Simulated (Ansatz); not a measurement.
## Redistribution: C2H4Br2 + C2F3I → CHBr2I + C3H3F3

Species: C2H4Br2 `CC(Br)Br`, singlet; C2F3I (trifluoroiodoethylene) `FC(F)=C(F)I`, singlet; CHBr2I (dibromoiodomethane) `BrC(Br)I`, singlet; C3H3F3 `CC(F)=C(F)F`, singlet. The partners trade CH3 for I; both sit on C, so the bond types are kept.

Shapes, held fixed at every level: PBE0-D4/def2-TZVP. Programs: Ansatz 0.2.0. The zero-point and thermal change to 298 K, harmonic and unscaled (PBE0-D4/def2-TZVP), is -0.9 kJ/mol.

```json
{"level": "HF/def2-SVP", "kind": "Hartree–Fock", "ΔH(298 K) (kJ/mol)": "-4.6", "less CCSD(T)/def2-TZVPP": "-3.5"}
{"level": "PBE-D4/def2-TZVPP", "kind": "GGA", "ΔH(298 K) (kJ/mol)": "-1.9", "less CCSD(T)/def2-TZVPP": "-0.8"}
{"level": "B3LYP-D4/def2-TZVPP", "kind": "global hybrid", "ΔH(298 K) (kJ/mol)": "-3.6", "less CCSD(T)/def2-TZVPP": "-2.5"}
{"level": "BHLYP-D4/def2-TZVPP", "kind": "global hybrid", "ΔH(298 K) (kJ/mol)": "-5.3", "less CCSD(T)/def2-TZVPP": "-4.2"}
{"level": "r2SCAN0-D4/def2-TZVPP", "kind": "global hybrid", "ΔH(298 K) (kJ/mol)": "-0.3", "less CCSD(T)/def2-TZVPP": "+0.8"}
{"level": "MP2/def2-SVP", "kind": "perturbation theory", "ΔH(298 K) (kJ/mol)": "-2.0", "less CCSD(T)/def2-TZVPP": "-0.9"}
{"level": "MP2/def2-TZVPP", "kind": "perturbation theory", "ΔH(298 K) (kJ/mol)": "-4.0", "less CCSD(T)/def2-TZVPP": "-2.9"}
{"level": "CCSD(T)/def2-TZVPP", "kind": "coupled cluster or CI", "ΔH(298 K) (kJ/mol)": "-1.1", "less CCSD(T)/def2-TZVPP": "0.0"}
```

The highest level, CCSD(T)/def2-TZVPP, gives ΔH(298 K) = -1.1 kJ/mol; the levels span -5.3 to -0.3. That is about zero within the method's error. The column of differences is taken from that level and isn't an error. No measured value is set beside it here. For atoms past krypton def2 sets carry core potentials with scalar relativity. Relativity is left out for Br. Outer-core shells of Br, I are correlated in most correlated rows, in sets that cover them unevenly.

Exchanging CH3 and I between the saturated and the fluorinated vinylic carbon is almost thermoneutral. At the coupled-cluster level most of the small exothermicity comes from the zero-point and thermal term of -0.9 kJ/mol, leaving the electronic energies nearly balanced. The likely reason is compensation: an sp2 carbon binds both methyl and iodine more strongly than a comparable sp3 carbon, so the gain in the new C–C bond is largely offset by the loss of the vinylic C–I bond. Crowding of three heavy halogens in CHBr2I and hyperconjugation of the methyl group with the fluorinated double bond probably enter as smaller, opposing terms.

The negative sign shared by all levels doesn't establish a real preference for the products. MP2 moves from -2.0 to -4.0 kJ/mol with the larger basis, so its closer agreement with coupled cluster in the small basis probably reflects error cancellation. Nor does a near-zero enthalpy fix the equilibrium composition, which also depends on the reaction entropy.
